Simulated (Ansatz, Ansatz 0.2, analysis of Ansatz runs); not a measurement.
# Hydrogen hopping in bcc vanadium: static barriers, zero-point energy and the measured activation energy

## The question

The reference is an activation energy of 0.046 eV for the diffusion of protium in bcc vanadium, taken from "Explainable Machine Learning for Hydrogen Diffusion in Metals and Random Binary Alloys" (G. M. Lu, M. Witman, S. Agarwal, V. Stavila, D. R. Trinkle, 2023, quoting earlier work (1983)). It is an average of cited values from the Gorsky effect and other diffusion measurements above 250 K. What such experiments observe is long-range transport, and the energy follows from the slope of an Arrhenius plot. No saddle point is seen directly. For an atom as light as protium that slope contains zero-point motion and probably tunnelling as well, so it need not equal the height of a classical potential barrier.

| compared with | measured | method |
| --- | --- | --- |
| migration barrier (eV) | 0.046 | Gorsky effect and other diffusion measurements (T > 250 K); average … |

Conditions are those given with the value in the passage it was taken from; "not stated" means there, and the paper may say more elsewhere. The values are a selection: others may have been left out beforehand as unlike or outlying.

## How to go about it

The aim is the barrier for one hop of interstitial H between neighbouring tetrahedral sites, computed in a supercell of 32 vanadium sites at the PBE lattice. Success is set at 10 % of the measured energy, about 0.005 eV. This is a strict demand on a density functional, but the barrier itself is so small that a looser absolute margin would hardly separate a good description from a poor one. Meeting it would show numerical agreement with an effective activation energy, not prove the mechanism.

PBE is a reasonable choice for a nonmagnetic transition metal with dissolved hydrogen. The zero-point energy of the moving atom is included from the start, because a static barrier leaves out a term that may be as large as the barrier. Loose force thresholds and low cutoffs are passed over, since their errors could matter on a scale of a few meV. The result is then to be tested at a higher plane-wave cutoff and set beside a neighbouring functional. Tunnelling remains outside this treatment.

System: interstitial H in bcc V, hop from a tetrahedral to the next tetrahedral site; host V (Im-3m), 1 atom in the primitive cell (vectors 2.623, 2.623, 2.623 A from a diffraction structure (COD)); the defect sits in supercells of it, on the lattice that each run names.

On the selection of runs and values: Further runs on this system are not shown.

## 1. PBE barrier with zero-point energy

The first calculation combines the PBE path with the zero-point energy of hydrogen at the site and at the saddle. The two ends are equivalent by symmetry, so their energy difference serves as an internal check. Zero-point motion is expected to lower the barrier, because the mode along the path no longer contributes at the saddle, although stiffer transverse modes can offset part of that gain.

**Run 1.** Ansatz 0.2: PBE, 32-site cell, PBE lattice, 420 eV, PAW set soft_2, k: 4x4x4 Gamma-centred, zero-point energy of the moving atom added.

Key lines of the input:
```
crystal:
  lattice:
    - [0.0, 5.99246225, 5.99246225]
    - [5.99246225, 0.0, 5.99246225]
    - [5.99246225, 5.99246225, 0.0]
  atoms:
    ...
basis:
  ecutwfc: 420
  xc_grid: 2
hamiltonian:
  xc: pbe
kpoints:
  mp_grid: { grid: [4, 4, 4] }
scf:
  occupations: { method: methfessel_paxton, width: 0.1 }
  max_iter: 120
neb:
  images: 3
  f_tol: 0.04
  climbing: true
  initial_path: idpp
  max_iterations: 45
  order_check: false
  final_atoms:
    ...
[... 2 more lines left out for length ...]
```

Command:
```
ansatz run input.yaml --threads 8 --pin off --max-ram 14131MiB --backend cpu --events-out ev --progress --plain --runs-dir out
```

Selected lines of the output:
```
NEB iter   4: max|band force component| = 2.370e-2 eV/Å  barrier→ = 0.1029 eV  barrier← = 0.1029 eV  CI = image 2  Δτ_max = 0.0000 Å  (18 SCF iters)
  forward barrier  = 0.102883 eV
  lagrangian_above_aufbau_ev (what the smearing adds, to first order; not taken off the barriers): saddle image +0.002163 eV, end points +0.001063 and +0.001063 eV
  climbing image's point = of an order that was not read
```

Converged; 34 min on 8 cores of Arm Neoverse V2, shared host. Warnings: symmetry_auto_disabled (in short: Space-group detection was switched off automatically for a stated reason tied to the run, so no spatial operation reduces the k-sampling or symmetrises the density).

| quantity | run 1 | measured | deviation |
| --- | --- | --- | --- |
| migration barrier (eV) | 0.050 | 0.046 | +0.004 |
| length of the hop (Å) | 1.058 |  |  |
| energy difference of the two ends (eV) | 5.38e-08 |  |  |
| volume an atom of the host (Å³) | 13.45 |  |  |
| change of the moving atom's zero-point energy (eV) | −0.0532 |  |  |

The static PBE barrier is 0.103 eV, more than twice the measured activation energy. The change in zero-point energy of the hydrogen atom, −0.053 eV, brings it down to 0.050 eV. That is 0.004 eV above the reference and inside the 10 % target, but only narrowly. The agreement therefore depends on a correction about as large as the final barrier, and this correction treats only the motion of hydrogen, with no tunnelling.

The two ends agree in energy far below the meV scale, as their equivalence by symmetry demands. The smearing contribution is 0.0011 eV larger at the saddle than at the ends; removing it to first order would lower the barrier slightly, towards the reference. The order of the stationary point is not shown in this report, so its identification as the saddle rests here on the climbing-image path. The warning concerns only the symmetry detection, which was switched off, and does not call the energies into question.

The PBE lattice is about 1 % shorter in its edges than the diffraction structure, so the hydrogen sits in a somewhat tighter host than in that crystal.

## 2. A higher cutoff for the static barrier

With a margin this thin, a basis error of one or two meV could change the verdict. The PBE path is therefore repeated at 520 eV without the zero-point term, to be compared with the static barrier of 0.103 eV. Only a small shift is expected, since the site and the saddle hold the same atoms in the same cell and much of the basis error should cancel.

**Run 2.** Ansatz 0.2: PBE, 32-site cell, PBE lattice, 520 eV, PAW set soft_2, k: 4x4x4 Gamma-centred.

Key lines of the input, as changed from run 1:
```diff
  crystal:
    lattice:
-     - [0.0, 5.99246225, 5.99246225]
-     - [5.99246225, 0.0, 5.99246225]
-     - [5.99246225, 5.99246225, 0.0]
+     - [0.0, 5.99150477, 5.99150477]
+     - [5.99150477, 0.0, 5.99150477]
+     - [5.99150477, 5.99150477, 0.0]
  basis:
-   ecutwfc: 420
+   ecutwfc: 520
```

Command:
```
ansatz run input.yaml --threads 4 --pin off --max-ram 14131MiB --backend cpu --events-out ev --progress --plain --runs-dir out
```

Selected lines of the output:
```
  forward barrier  = 0.103023 eV
```

Converged; 50 min on 4 cores of Arm Neoverse V2, shared host. Warnings: symmetry_auto_disabled.

| quantity | run 2 | measured | deviation |
| --- | --- | --- | --- |
| migration barrier (eV) | 0.103 | 0.046 | +0.057 |
| length of the hop (Å) | 1.058 |  |  |
| energy difference of the two ends (eV) | 4.33e-08 |  |  |
| volume an atom of the host (Å³) | 13.44 |  |  |

Raising the cutoff from 420 to 520 eV, with the host lattice relaxed anew, moves the static barrier by only 0.0001 eV. That is well below the distance of the corrected barrier from the 10 % limit, so the plane-wave basis does not decide the static part of the result. The zero-point term belongs to the run at 420 eV; how it responds to the cutoff is not shown in this report.

## 3. Electronic smearing and a neighbouring functional

The smearing term differs between saddle and site by about 0.001 eV, which is comparable with the remaining margin. A PBE path with the width raised from 0.1 to 0.3 eV shows how strongly the static barrier responds to this setting. It is a sensitivity test, and the narrower width remains the basis of the result.

A PBEsol path at its own lattice gives the scale of the functional's influence. PBEsol usually contracts transition metals relative to PBE, so both the host volume and the metal–hydrogen interaction will change. The net effect on so small a barrier is hard to foresee. Both paths are static and are to be compared with the static PBE value, not directly with the measured activation energy.

**Run 3.** Ansatz 0.2: PBEsol, 32-site cell, PBEsol lattice, 420 eV, PAW set soft_2, k: 4x4x4 Gamma-centred.

Key lines of the input, as changed from run 1:
```diff
  crystal:
    lattice:
-     - [0.0, 5.99246225, 5.99246225]
-     - [5.99246225, 0.0, 5.99246225]
-     - [5.99246225, 5.99246225, 0.0]
+     - [0.0, 5.91599023, 5.91599023]
+     - [5.91599023, 0.0, 5.91599023]
+     - [5.91599023, 5.91599023, 0.0]
  hamiltonian:
-   xc: pbe
+   xc: pbesol
```

Command:
```
ansatz run input.yaml --threads 4 --pin off --max-ram 7536MiB --backend cpu --events-out ev --progress --plain --runs-dir out
```

Selected lines of the output:
```
  forward barrier  = 0.096326 eV
  lagrangian_above_aufbau_ev (what the smearing adds, to first order; not taken off the barriers): saddle image +0.001634 eV, end points +0.003914 and +0.003914 eV
```

Converged; 16 min on 4 cores of AMD EPYC 9R45 96, shared host. Warnings: slots_ram_shed (in short: A notice on how the run was arranged to fit into memory); symmetry_auto_disabled.

**Run 4.** Ansatz 0.2: PBE, 32-site cell, PBE lattice, 420 eV, PAW set soft_2, k: 4x4x4 Gamma-centred, smearing 0.3 eV.

Key lines of the input, as changed from run 1:
```diff
  scf:
-   occupations: { method: methfessel_paxton, width: 0.1 }
+   occupations: { method: methfessel_paxton, width: 0.3 }
```

Selected lines of the output:
```
  forward barrier  = 0.100572 eV
  lagrangian_above_aufbau_ev (what the smearing adds, to first order; not taken off the barriers): saddle image +0.013654 eV, end points +0.015018 and +0.015019 eV
```

Converged; 45 min on 4 cores of Arm Neoverse V2, shared host. Warnings: symmetry_auto_disabled.

| quantity | run 3 | run 4 | measured |
| --- | --- | --- | --- |
| migration barrier (eV) | 0.096 | 0.101 | 0.046 |
| length of the hop (Å) | 1.044 | 1.058 |  |
| energy difference of the two ends (eV) | 5.71e-08 | 1.33e-08 |  |
| volume an atom of the host (Å³) | 12.94 | 13.45 |  |

Widening the smearing from 0.1 to 0.3 eV lowers the static PBE barrier by 0.0023 eV, more than the higher cutoff changed it. Practically all of this shift comes from the smearing term itself, which favours the site at the narrow width and the saddle at the wide one. With that term taken off to first order, the two barriers are both 0.102 eV. The same correction at the narrow width lowers the barrier with zero-point energy by 0.0011 eV, to about 0.049 eV, still within the target.

The static PBEsol barrier is 0.096 eV, 0.0066 eV below PBE, on a lattice with about 4 % less volume per atom. Here too the smearing plays a part: without its first-order contribution the gap between the functionals shrinks to about 0.003 eV. What remains combines the change of functional with that of the lattice, and these two runs do not separate them. Both static barriers lie at about twice the measured activation energy. A zero-point term with PBEsol is not shown in this report, so its static value cannot be ranked against the corrected PBE result.

The smearing term thus matters on the scale of the margin. How far the barrier depends on the k-point mesh is not shown in this report, and for a metal with a barrier this small that remains a relevant uncertainty.

## The runs side by side

| run | settings | migration barrier (eV) | deviation | cost |
| --- | --- | --- | --- | --- |
| 1 | PBE, PBE lattice, 420 eV, zero-point energy of the moving atom added | 0.050 | +0.004 | 4.6 core-h |
| 2 | PBE, PBE lattice, 520 eV | 0.103 | +0.057 | 3.3 core-h |
| 3 | PBEsol, PBEsol lattice, 420 eV | 0.096 | +0.050 | 65 core-min |
| 4 | PBE, PBE lattice, 420 eV, smearing 0.3 eV | 0.101 | +0.055 | 3 core-h |
|  | measured | 0.046 |  |  |

Further runs on the same system, made beside this series (convergence steps with loose settings among them):

| further | settings | migration barrier (eV) | deviation | cost | status |
| --- | --- | --- | --- | --- | --- |
| F1 | LDA, LDA lattice, 420 eV | 0.085 | +0.039 | 3.8 core-h | warnings: slots_ram_shed; symmetry_auto_disabled |
| F2 | PBE, PBE lattice, 300 eV | 0.100 | +0.054 | 1.7 core-h | warnings: cutoff_below_recommended; symmetry_auto_disabled |
| F3 | PBE, PBE lattice, 350 eV | 0.100 | +0.054 | 1.9 core-h | warnings: cutoff_below_recommended; symmetry_auto_disabled |
| F4 | PBE, PBE lattice, 420 eV, relaxed to 0.1 eV/A, looser than the other runs | 0.102 | +0.056 | 3 core-h | warnings: symmetry_auto_disabled |
| F5 | PBE, PBE lattice, 420 eV, one image | 0.103 | +0.057 | 79 core-min | warnings: symmetry_auto_disabled |
|  | measured | 0.046 |  |  |  |

## What the runs support

With zero-point energy included, the PBE barrier is 0.050 eV against a measured activation energy of 0.046 eV. This meets the 10 % target narrowly, at a cost of 4.6 core-hours. The margin is too thin to rank levels on, and the two quantities are not the same: one belongs to a single hop, the other to long-range diffusion that may involve tunnelling.

The decisive step was the zero-point correction of −0.053 eV. Without it, PBE, PBEsol and LDA give 0.085 to 0.103 eV, about twice the measured value. The correction has a sound physical basis, but it is as large as the barrier that remains, so a modest relative error in it would change the call. Agreement at the meV level may therefore owe something to compensating errors.

The higher cutoff left the static barrier practically unchanged, whereas cutoffs of 350 eV and below lowered it by about 0.003 eV. A path with a single image reproduced the static barrier for 79 core-minutes, so the additional images brought no visible gain. The wider smearing lowered the static barrier by about 0.002 eV; this measures the sensitivity to that setting and is no gain in accuracy, since the shift comes almost wholly from the smearing term.

Of the remaining 0.004 eV, removing the smearing term to first order would take away about 0.001 eV. Tunnelling would be expected to lower the effective activation energy further, by an amount not shown in this report. The influence of the k-point mesh, the cell size and anharmonic hydrogen motion is likewise not shown. A path-integral treatment of the hydrogen would address the quantum motion more directly.

[Logs are printed without paths, hosts, clocks, repeated set-up lines and the standing remarks that a program may print on its own settings, such as how far it seeks lower states.]

[The runs shown are a pick from a larger set of finished runs; failed, doubtful and other runs were left out of it ahead of writing. So were measured values far from every level or from commonly accepted values, and agreement can look better than it is. Lines of input and output are excerpts and may be shortened.]
